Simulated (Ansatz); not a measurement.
## Se: energy change per atom and pressure as volume scale varies

Results calculated with Ansatz 0.2.0, not measured. Plane-wave DFT, scalar-relativistic PAW made under PBE with cores redone for the functional, no dispersion; the given relaxed cell is scaled uniformly, energy at zero smearing counts from the unscaled cell, pressure at the given Fermi-Dirac smearing is positive in compression.

The cell before it is scaled or strained (space group Fd-3m, No. 227):
```
CELL_PARAMETERS angstrom
0.00000 3.08410 3.08410
3.08410 0.00000 3.08410
3.08410 3.08410 0.00000
ATOMIC_POSITIONS crystal
Se 0.12500 0.12500 0.12500
Se 0.87500 0.87500 0.87500
```

Settings of every row: spin polarised no; functional LDA; wave cutoff 420 eV; smearing width 0.1 eV; k mesh 10x10x10.

Atom starting moment: 0 on all atoms.

Limits: the cell comes from a prototype or a list of computed structures and needn't be the stable phase.

| row | volume scale | V (Å³/atom) | energy change per atom (meV) | pressure (GPa) |
| --- | --- | --- | --- | --- |
| 1 | 0.88 | 25.815 | 77.57 | 7.84 |
| 2 | 0.92 | 26.988 | 31.96 | 4.69 |
| 3 | 0.96 | 28.162 | ? | ? |
| 4 | 1.04 | 30.508 | 6.53 | -1.7 |
| 5 | 1.08 | 31.682 | 24.41 | -3.09 |
| 6 | 1.12 | 32.855 | 51.53 | -4.23 |

Question: what energy change per atom and pressure should row 3 give?

Worked fit of energy change per atom. Take u = (V_r/V)^(2/3) − 1 with V_r = 30.508 Å³ an atom, which is twice the finite (Eulerian) strain; such expansions in the strain, on which the Birch-Murnaghan equation of state is built, carry the rest volume and the bulk modulus. The shown rows have u = 0.11779, 0.08516, 0, -0.02486, -0.04821. Least squares give energy change per atom = 6.476 − 488.892 × u + 9269.92 × u² meV; a straight line predicts inner rows, each left out in turn, worse (root mean square 26 against 0.15 meV). The rows lie off it by 0.07, -0.11, 0.05, 0.05, -0.06 (root mean square 0.072 meV). Its lowest point lies at u = 0.0264, or V = 29.34 Å³ an atom, and the curvature there gives the bulk modulus at fixed shape and fractions, B = (4/9)(1 + u)² E″(u)/V = 47.4 GPa. The withheld row has u = 0.05479, so the fit gives 6.476 − 488.892 × (0.05479) + 9269.92 × (0.05479)² = 7.52 meV.

The calculation gave 7.4 meV. The fit lies 0.12 meV (1.6 % of the value, 0.17 % of the column's range) above it; its largest miss of a shown row is 0.11 meV.

Worked fit of pressure. Take u = (V_r/V)^(2/3) − 1 with V_r = 30.508 Å³ an atom, which is twice the finite (Eulerian) strain; such expansions in the strain, on which the Birch-Murnaghan equation of state is built, carry the rest volume and the bulk modulus. The shown rows have u = 0.11779, 0.08516, 0, -0.02486, -0.04821. Least squares give pressure = −1.705 + 60.507 × u + 173.58 × u² GPa; a straight line predicts inner rows, each left out in turn, worse (root mean square 0.49 against 0.023 GPa). The rows lie off it by 0.01, -0.02, 0.01, 0.01, -0.01. The pressure vanishes at u = 0.0262, or V = 29.35 Å³ an atom, and there the bulk modulus at fixed shape and fractions is B = −V dP/dV = (2/3)(1 + u) dP/du = 47.6 GPa. The withheld row has u = 0.05479, so the fit gives −1.705 + 60.507 × (0.05479) + 173.58 × (0.05479)² = 2.13 GPa.

The calculation gave 2.11 GPa. The fit lies 0.02 GPa (0.17 % of the column's range) above it; its largest miss of a shown row is 0.02 GPa.
